Question

A slab of aluminium, eight atomic planes thick, ends in a (110) face on either side. The four lower planes are held at their bulk positions, and the upper ones have relaxed. A density functional calculation collects all states in the quarter of an electronvolt below the Fermi level and divides them among the planes. In the table, "plane share" is the fraction of these states assigned to a plane, and "plane height" is its position relative to the top plane.

Ansatz 0.2.0, scalar-relativistic PBE with plane waves and PAW, for an eight-plane Al(110) slab: 420 eV cutoff, 37 × 26 × 1 k mesh, 0.1 eV Gaussian smearing, no spin polarization. Shares cover states from 0.25 eV below the Fermi level up to it, each counted as full. Planes run from the bottom up, with heights relative to the top atom.

```
row  plane share  plane formula  plane height (Å)
  1        0.162             Al            -9.935
  2        0.113             Al            -8.504
  3        0.113             Al            -7.073
  4        0.121             Al            -5.642
  5        0.108             Al            -4.176
  6        0.113             Al            -2.774
  7        0.113             Al            -1.297
  8        0.157             Al             0.000
```

(a) Describe how the states are distributed. (b) Explain the distribution with a simple model and estimate the share of an end plane. (c) Account for rows 4 and 5. (d) Do the shares reveal a surface state?

Model answer

(a) An end plane holds about 40% more of the states than an average inner plane. The excess is confined to the outermost plane on each side: rows 2, 3, 6 and 7 all hold 0.113, so there is no gradual decay into the metal. Both faces show it, the held one and the relaxed one, so relaxation isn't its main cause. Rows 4 and 5 depart from the flat interior in opposite directions.

(b) The simplest explanation is that an end plane is given more space. Suppose that every point in the cell is counted with the nearest plane; the rule actually used isn't stated, and the argument rests on this assumption. An inner plane then owns a layer as thick as the plane spacing d. An end plane owns half a spacing on its inner side and, on its outer side, everything that spills into the vacuum.

How far the electrons spill can be estimated by treating them as free electrons between two hard walls. Their waves must vanish at a wall, which leaves the density thin just inside it. To hold all the electrons while the interior stays neutral, each wall must therefore stand outside the edge at half a spacing by the distance

s = 3π/(8 k)

where k is the Fermi wave number, fixed by the electron density of the metal. With k = 1.75 per Å, s is 0.67 Å, about half a plane spacing.

If the states filled this space evenly, shares would simply follow thickness. An end plane would own d + s and the whole film 8d + 2s. With d = 1.43 Å this gives

end share = (1.43 + 0.67)/(8 × 1.43 + 2 × 0.67) = 0.164

The calculation gives 0.162 and 0.157. The smaller value belongs to the top plane, perhaps because it has relaxed towards its neighbour and so owns less space on its inner side. For an inner plane the same picture gives 0.112, close to the flat interior of the table. No share was used to adjust the model.

Even filling, however, contradicts the hard wall from which s was derived, because the waves vanish there. Seven standing waves fit across the film below the Fermi level. Each supplies the same number of states to the window, because motion along the film is free in two dimensions and even the seventh wave has its lowest energy below the window. Adding up their squares lowers the end share to 0.141, so the more consistent treatment of the box explains less than half of the excess over the inner planes.

One thing the box lacks is a soft edge. A real surface potential rises gradually, and electrons near the Fermi level, the most energetic ones, reach farther out than a hard wall permits. The calculated density a few ångströms above the top plane does fall off exponentially. Continued inward to the position of the wall, this tail would hold a share of the order of 0.01, the same order as the shortfall of the standing waves. That is a plausibility argument and no measurement of the missing part, since the exponential law needn't hold so close to the metal. The run also carries a warning that its exchange-correlation potential is rough where the density is thin, which makes the tail itself less certain.

(c) Rows 4 and 5 are mirror partners about the middle of a nearly symmetric slab. Standing waves can make the density vary from plane to plane, but in a symmetric film they treat partners alike. The other inner pairs, 2 with 7 and 3 with 6, do agree, although relaxation disturbs the upper half. A cause that acts only at the middle is therefore more likely than a wave pattern.

The way of counting offers one. The density is stored on sheets of grid points, and the border between planes 4 and 5 lies just above the middle of the cell, where a grid with an even number of sheets has one of them. If that sheet goes entirely to row 4, the two partners are driven apart by one sheet's content. The other borders are cut at whole sheets too, but they form nearly mirrored pairs, so the planes of a pair tend to be treated alike. At the widest grid step that the settings allow, a sheet carries a share of about 0.012; the two rows differ by 0.013. A finer grid would carry less on each sheet. The near match makes a counting artefact a plausible explanation, but neither the grid nor the treatment of borders is known, so it remains a conjecture.

(d) No, the shares don't reveal one. A featureless box without any surface state already gives its end planes more than its inner planes. Nor do rows 2 and 7 stand above rows 3 and 6, as they might if a surface state reached into the slab. A state confined almost wholly to the outermost plane could still contribute to the excess, because the window adds up all directions of motion along the surface. Separating the states by their wave vector along the surface, in a thicker slab, would be the next test.

Remarks on the reasoning

The cruder picture fits better, and that shouldn't be taken as a sign that it is the truer one. Even filling ignores the thinning of the waves at the wall, which makes the end share too large, and it ignores the soft tail outside, which makes it too small. The two errors oppose each other. The box also leaves out the atomic lattice, and its seven waves supply 8% fewer states than the calculation finds in the window. The printed analysis below sets both versions beside every row.

The useful result is the ratio of an end plane to an inner one, which for even filling is 1 + s/d. The spill s belongs to the metal, whereas the spacing d belongs to the face. On the close-packed (111) face of aluminium the planes lie farther apart, so the same spill should raise the end planes by a smaller fraction. In a thicker (110) slab every share would shrink, but the ratio should stay about the same.

Anyone who reads such a profile, for instance to judge how a surface differs from the bulk, should first ask how much space each plane has been given. Inner differences of about 0.01 are comparable with one grid sheet, and no test of the k mesh or the slab thickness is given, so they deserve no physical cause here. The end excess is about four times as large and occurs on both faces.

Output of the analysis:

```
Shares by plane:
  row  computed  standing_waves  even_filling
    1     0.162          0.1411        0.1645
    2     0.113           0.121        0.1118
    3     0.113          0.1194        0.1118
    4     0.121          0.1185        0.1118
    5     0.108          0.1185        0.1118
    6     0.113          0.1194        0.1118
    7     0.113           0.121        0.1118
    8     0.157          0.1411        0.1645
Mean share of the two end planes: 0.1595
Mean share of the six inner planes: 0.1135
End over inner share, computed: 1.405
End over inner share, standing waves: 1.18
End share missed by standing waves: 0.01837
Rms miss of standing waves: 0.01125
Rms miss of even filling: 0.004551
Bulk plane spacing, angstrom: 1.431
Hard wall beyond outer nuclei, angstrom: 1.389
Reach beyond outer nuclei that the computed shares need at even filling, angstrom: 1.296
Free-electron Fermi wave number, 1/angstrom: 1.75
Half-waves that fit between the walls at the Fermi level: 7.127
Bottom of seventh subband below the Fermi level, eV: 0.4245
States in window from seven free subbands, per cell: 0.8469
Those states over the computed number: 0.9217
Share beyond the hard wall, order of magnitude from exponential tail: 0.01797
Row 4 less row 5, share: 0.013
Widest grid step allowed by density cutoff, angstrom: 0.1496
Share on one such grid sheet: 0.01186
Border of planes 4 and 5 above cell middle, angstrom: 0.01351
```
